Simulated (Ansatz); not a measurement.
# B2Ru: energy above lowest point against volume scale

All results are calculated (Ansatz 0.2.0). Free energy against uniform scaling of the volume at fixed shape and fractions; periodic cell, basis, potentials, k mesh and filling as listed.

The cell before it is scaled or strained (space group Pmmn, No. 59):
```
cell vectors (Å)
   2.8650     0.0000     0.0000
   0.0000     4.6450     0.0000
   0.0000     0.0000     4.0450
atoms (fractions of the cell vectors)
B   0.00000  0.80900  0.36100
B   0.00000  0.19100  0.36100
B   0.50000  0.30900  0.63900
B   0.50000  0.69100  0.63900
Ru  0.00000  0.00000  0.84920
Ru  0.50000  0.50000  0.15080
```

Settings of every row: functional PBEsol; dispersion none; potentials PAW; wave cutoff 476.2 eV; density cutoff 1904.8 eV; k mesh 8x5x6; k shift 0x0x0; occupations cold; smearing width 0.1 eV; spin none.

Limits: coarse k mesh, up to 40 meV an atom off.

```csv
row,volume scale,V (Å³/atom),energy above lowest point (meV/atom)
1,0.94,8.433,19.7
2,0.96,8.613,5.7
3,0.98,8.792,0
4,1,8.972,1.8
5,1.02,9.151,?
6,1.04,9.331,24.9
7,1.06,9.51,45
```

Question: what energy above lowest point should row 5 give?

Worked fit of energy above lowest point. Take u = (V_r/V)^(2/3) − 1 with V_r = 8.882 Å³ an atom, which is twice the finite (Eulerian) strain; such expansions in the strain, on which the Birch-Murnaghan equation of state is built, carry the rest volume and the bulk modulus. The shown rows have u = 0.03519, 0.02071, 0.00681, -0.0067, -0.03234, -0.04452. Least squares give energy above lowest point = 0.01 − 133.4 × u + 19698 × u² meV/atom; a straight line predicts inner rows, each left out in turn, worse (root mean square 12 against 0.024 meV/atom). All shown rows lie on it to the printed digit. Its lowest point lies at u = 0.0034, or V = 8.837 Å³ an atom, and the curvature there gives the bulk modulus at fixed shape and fractions, B = (4/9)(1 + u)² E″(u)/V = 320 GPa. Letting shape and atoms relax would as a rule lower it, by much in layered, chain or molecular crystals. The withheld row has u = -0.01969, so the fit gives 0.01 − 133.4 × (-0.01969) + 19698 × (-0.01969)² = 10.3 meV/atom.

The calculation gave 10.3 meV/atom. The fit meets it to the printed digit.
